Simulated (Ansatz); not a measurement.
# TiO2: pressure and energy less free atoms against volume per atom

Periodic Kohn-Sham DFT of a crystal at fixed atoms; pressure and stress are positive in compression; the energy is the free energy less that of spherical unpolarised free atoms; site moments are those in the method's own spheres, positive along +z. The results are calculated, by Ansatz 0.2.0.

Cell of the first row (space group P4_2/mnm, No. 136):
```
CELL_PARAMETERS angstrom
4.50020 0.00000 0.00000
0.00000 4.50020 0.00000
0.00000 0.00000 2.89860
ATOMIC_POSITIONS crystal
Ti 0.00000 0.00000 0.00000
Ti 0.50000 0.50000 0.50000
O 0.30600 0.30600 0.00000
O 0.19400 0.80600 0.50000
O 0.69400 0.69400 0.00000
O 0.80600 0.19400 0.50000
```

Settings of every row: method all-electron LAPW; functional LDA; relativity scalar; k mesh 7x7x10; filling fermi-dirac; smearing width 0.05 eV; basis error target 0.5 meV/atom; nucleus gaussian.

Atom start moment: 0 on all atoms.

```
row  volume per atom (Å³)  pressure (GPa)  energy less free atoms (eV/atom)
  1                 9.784           8.539                           -9.4782
  2                 9.992           2.531                           -9.4854
  3                  10.2          -2.861                           -9.4851
  4                10.304          -5.343                           -9.4824
  5                10.408          -7.696                           -9.4782
  6                10.512               ?                                 ?
  7                10.616         -12.036                           -9.4653
  8                10.825         -15.924                           -9.4471
  9                11.033         -19.409                           -9.4241
```

Question: what pressure and energy less free atoms should row 6 give?

Worked fit of pressure. Take u = (V_r/V)^(2/3) − 1 with V_r = 10.356 Å³ an atom, which is twice the finite (Eulerian) strain; such expansions in the strain, on which the Birch-Murnaghan equation of state is built, carry the rest volume and the bulk modulus. The shown rows have u = 0.0386, 0.02414, 0.01017, 0.00336, -0.00333, -0.01639, -0.0291, -0.04134. Least squares give pressure = −6.536 + 352.055 × u + 991.32 × u² GPa; a straight line predicts inner rows, each left out in turn, worse (root mean square 0.51 against 0.012 GPa). The rows lie off it by 0.009, -0.009, -0.008, -0.001, 0.001, 0.004, 0.017, -0.013 (root mean square 0.0094 GPa). The pressure vanishes at u = 0.0177, or V = 10.09 Å³ an atom, and there the bulk modulus at fixed shape and fractions is B = −V dP/dV = (2/3)(1 + u) dP/du = 263 GPa. Letting shape and atoms relax would as a rule lower it, by much in layered, chain or molecular crystals. The withheld row has u = -0.00992, so the fit gives −6.536 + 352.055 × (-0.00992) + 991.32 × (-0.00992)² = -9.931 GPa.

The calculation gave -9.924 GPa. The fit lies 0.007 GPa (0.025 % of the column's range) below it; its largest miss of a shown row is 0.017 GPa.

Worked fit of energy less free atoms. Take u = (V_r/V)^(2/3) − 1 with V_r = 10.356 Å³ an atom, which is twice the finite (Eulerian) strain; such expansions in the strain, on which the Birch-Murnaghan equation of state is built, carry the rest volume and the bulk modulus. The shown rows have u = 0.0386, 0.02414, 0.01017, 0.00336, -0.00333, -0.01639, -0.0291, -0.04134. Least squares give energy less free atoms = −9.48049 − 0.6293 × u + 17.8 × u² eV/atom; a straight line predicts inner rows, each left out in turn, worse (root mean square 0.0091 against 7.4e-05 eV/atom). The rows lie off it by 0.0001, -0.0001, -0.0001, 0.0000, 0.0000, 0.0001, 0.0000, 0.0000. Its lowest point lies at u = 0.0177, or V = 10.09 Å³ an atom, and the curvature there gives the bulk modulus at fixed shape and fractions, B = (4/9)(1 + u)² E″(u)/V = 260 GPa. Letting shape and atoms relax would as a rule lower it, by much in layered, chain or molecular crystals. The withheld row has u = -0.00992, so the fit gives −9.48049 − 0.6293 × (-0.00992) + 17.8 × (-0.00992)² = -9.4725 eV/atom.

The calculation gave -9.4724 eV/atom. The fit lies 0.0001 eV/atom (0.16 % of the column's range) below it, one unit of the last digit.
